**Question**

I have computed NMR shieldings for a set of benzene rings that carry a CF₃ group at one end and a varying group at the other. The marked atom is the ring carbon that holds the varying group. Two results are still covered, those for ethynyl (`*C#C`) and methyl (`*C`). Each has a close relative in the table, in which a methyl group replaces one hydrogen: propynyl (`*C#CC`) and ethyl (`*CC`). Can I work out the covered values from these relatives, and does it matter where the extra methyl sits?

GIAO NMR shieldings from PySCF 2.14.0 (non-relativistic PBE0/pcSseg-1, density fitting) in IEF-PCM methanol or acetonitrile, for one conformer each at its gas-phase PBE0-D3(BJ)/def2-SVP geometry. The group * varies on the core *c1ccc(C(F)(F)F)cc1 (SMILES), and the marked atom is the ring carbon that carries it. Electronegativities are Pauling's.

```
group *  formula  binding atom  its electronegativity  bond from the marked atom to the group (Å)  marked atom, methanol (ppm)  marked atom, acetonitrile (ppm)  paramagnetic part, methanol (ppm)
   *C#C   C9H5F3             C                  2.550                                       1.428                            ?                                ?                                  ?
     *C   C8H7F3             C                  2.550                                       1.500                            ?                                ?                                  ?
  *C#CC  C10H7F3             C                  2.550                                       1.427                         51.6                             51.6                             -213.6
    *CC   C9H9F3             C                  2.550                                       1.505                         27.2                             27.2                             -235.5
     *S  C7H5F3S             S                  2.580                                       1.761                         35.9                             35.8                             -227.6
   *N=C  C8H6F3N             N                  3.040                                       1.397                         22.9                             22.9                             -235.1
```

**Answer**

Start with what the relatives have in common. Propynyl and ethyl both bind through carbon, with the same tabulated (Pauling) electronegativity, yet the ring carbon is shielded by 24.4 ppm more next to propynyl. A higher shielding means a lower chemical shift, and a gap of this size is easy to see in a carbon spectrum. The tabulated electronegativity can't account for it, because it belongs to the element and ignores how the atom is bonded.

The paramagnetic part shows where most of the difference sits. This part is negative: the magnetic field mixes occupied with empty orbitals, and the resulting currents deshield the nucleus. It is 21.9 ppm less negative for propynyl than for ethyl, which is about 90 % of the gap.

Theory offers a possible reason. The binding carbon of an alkyne is sp-hybridised and puts more s character into its bond to the ring. That should lower the energy of the bonding orbital, move it further from the empty π orbitals of the ring and so weaken the mixing. The shieldings fit this argument but don't test it: the table holds no orbital energies, and the two groups differ in other ways too.

Ethynyl has the same kind of binding carbon as propynyl, and methyl the same kind as ethyl. Each relative should therefore supply most of the answer, and what remains is the effect of taking one methyl group away.

Two limits frame that effect. If the methyl were very far from the ring, removing it would change nothing, and the relative's value could be copied. If it sits on the binding carbon itself, its removal should be felt clearly. Chemists know this second case as the beta effect: replacing a hydrogen on the neighbouring carbon by a carbon lowers the shielding.

Propynyl is nearer to the first limit, since its methyl sits beyond the triple bond. Ethyl is the second case. Measured shifts of simple substituted benzenes, as I roughly recall them, put the step at about 2 ppm for the far methyl and about 6 ppm for the near one. Removing the methyl raises the shielding in both cases.

For methyl the estimate in methanol is then 27.2 + 6 = 33.2 ppm. For ethynyl it is 51.6 + 2 = 53.6 ppm. I allow 2 ppm either way for the rough steps, the CF₃ group, the method and the use of a single conformer. That margin is a judgement, not a statistical error.

The forecasts are:

- **Ethynyl:** 53.6 ppm, range 51.6 to 55.6, the highest of the six rows.
- **Methyl:** 33.2 ppm, range 31.2 to 35.2, between ethyl and SH (`*S`).
- **Solvent:** acetonitrile within 0.1 ppm of methanol for both groups.

The solvent forecast rests on the way the solvents are modelled. Each is a continuum described mainly by its dielectric constant, and the two constants are similar. The molecule also keeps its gas-phase shape in both.

The withheld rows as computed:

```
group *  formula  binding atom  its electronegativity  bond from the marked atom to the group (Å)  marked atom, methanol (ppm)  marked atom, acetonitrile (ppm)  paramagnetic part, methanol (ppm)
   *C#C   C9H5F3             C                  2.550                                       1.428                         54.2                             54.2                             -206.3
     *C   C8H7F3             C                  2.550                                       1.500                         34.2                             34.2                             -227.8
```

Both values fall within their ranges, and both places in the order are right. The forecast is 0.6 ppm too low for ethynyl and 1.0 ppm too low for methyl. In other words, the calculation gives somewhat larger steps than the recalled ones, 2.6 and 7.0 ppm. Steps known only to the nearest ppm or so could account for much of this. The twist of the ethyl group may also contribute, since only one conformer was computed, but that is a guess.

Methyl is the row that really tests the reasoning. Copying the ethyl value would have missed by 7.0 ppm. A straight line in bond length, drawn through propynyl and ethyl, does little better: it misses by 5.4 ppm. The bonds from the ring to methyl and to ethyl are almost equally long, so bond length hardly registers the extra carbon that the shielding feels.

Ethynyl is a much weaker test. Copying propynyl, or using the same line, comes within 3 ppm of the computed value. A good result here mainly confirms that the two alkynyl groups are alike, as the first limit suggests.

So the near methyl changes the total shielding by almost three times as much as the far one. That fits the two limits, although the pairs differ in bonding as well as in distance. Does the far methyl simply disturb the orbital mixing less? The paramagnetic parts seem to say no: removing the methyl makes them less negative by similar amounts, 7.3 ppm for the alkynyl pair and 7.7 ppm for the alkyl pair.

That comparison can't settle the question, though, and the CF₃ carbon at the other end of the molecule shows why. From propynyl to ethynyl its total shielding changes by only 0.3 ppm in the same calculations, yet its paramagnetic part becomes 3.2 ppm less negative. The rest of the shielding nearly cancels that change. How the total is divided depends on how the calculation is set up (here with gauge-including atomic orbitals, GIAO), and the division can shift by a few ppm where the total barely moves. The gap of 21.9 ppm between propynyl and ethyl stands well clear of such shifts, but a comparison of the two methyl steps doesn't.

The imine, N=CH₂ (`*N=C`), warns against carrying a trend in bond length over to another binding atom. It has the shortest bond to the ring and the lowest shielding, whereas the two alkynyl groups have shorter bonds than the two alkyl groups and higher shielding.

The solvent forecast holds too, as both differences are zero to the printed digit. If you are choosing a solvent for real samples, don't take this as proof that the two are interchangeable. The model contains no individual methanol molecules and therefore no explicit hydrogen bonds, which could matter for SH or the imine nitrogen.

For a similar group, then, first find a relative with the same binding atom and hybridisation, and then correct for what has changed on or near that atom. The output below lists the forecasts and misses, along with those of the bond-length line through the two known carbon-bound rows.

Printed output of the fit:

```
Propynyl less ethyl, total shielding in methanol (ppm): 24.4
Propynyl less ethyl, paramagnetic part (ppm): 21.9
Paramagnetic share of that gap (percent): 89.75
Imine less ethyl, total shielding (ppm): -4.3
Imine less ethyl, paramagnetic part (ppm): 0.4
Imine less ethyl, remainder (ppm): -4.7
Largest solvent difference in the known rows (ppm): 0.1
Half-width of both forecast ranges (ppm): 2
Ethynyl forecast in methanol (ppm): 53.6
Ethynyl computed in methanol (ppm): 54.2
Ethynyl miss, forecast less computed (ppm): -0.6
Methyl forecast in methanol (ppm): 33.2
Methyl computed in methanol (ppm): 34.2
Methyl miss, forecast less computed (ppm): -1
Ethynyl from the bond-length line (ppm): 51.29
Ethynyl miss of the bond-length line (ppm): -2.913
Methyl from the bond-length line (ppm): 28.76
Methyl miss of the bond-length line (ppm): -5.436
Computed step, ethynyl less propynyl, total (ppm): 2.6
Computed step, ethynyl less propynyl, paramagnetic part (ppm): 7.3
Computed step, ethynyl less propynyl, remainder (ppm): -4.7
Computed step, methyl less ethyl, total (ppm): 7
Computed step, methyl less ethyl, paramagnetic part (ppm): 7.7
Computed step, methyl less ethyl, remainder (ppm): -0.7
Ethynyl, acetonitrile less methanol (ppm): 0
Methyl, acetonitrile less methanol (ppm): 0
```
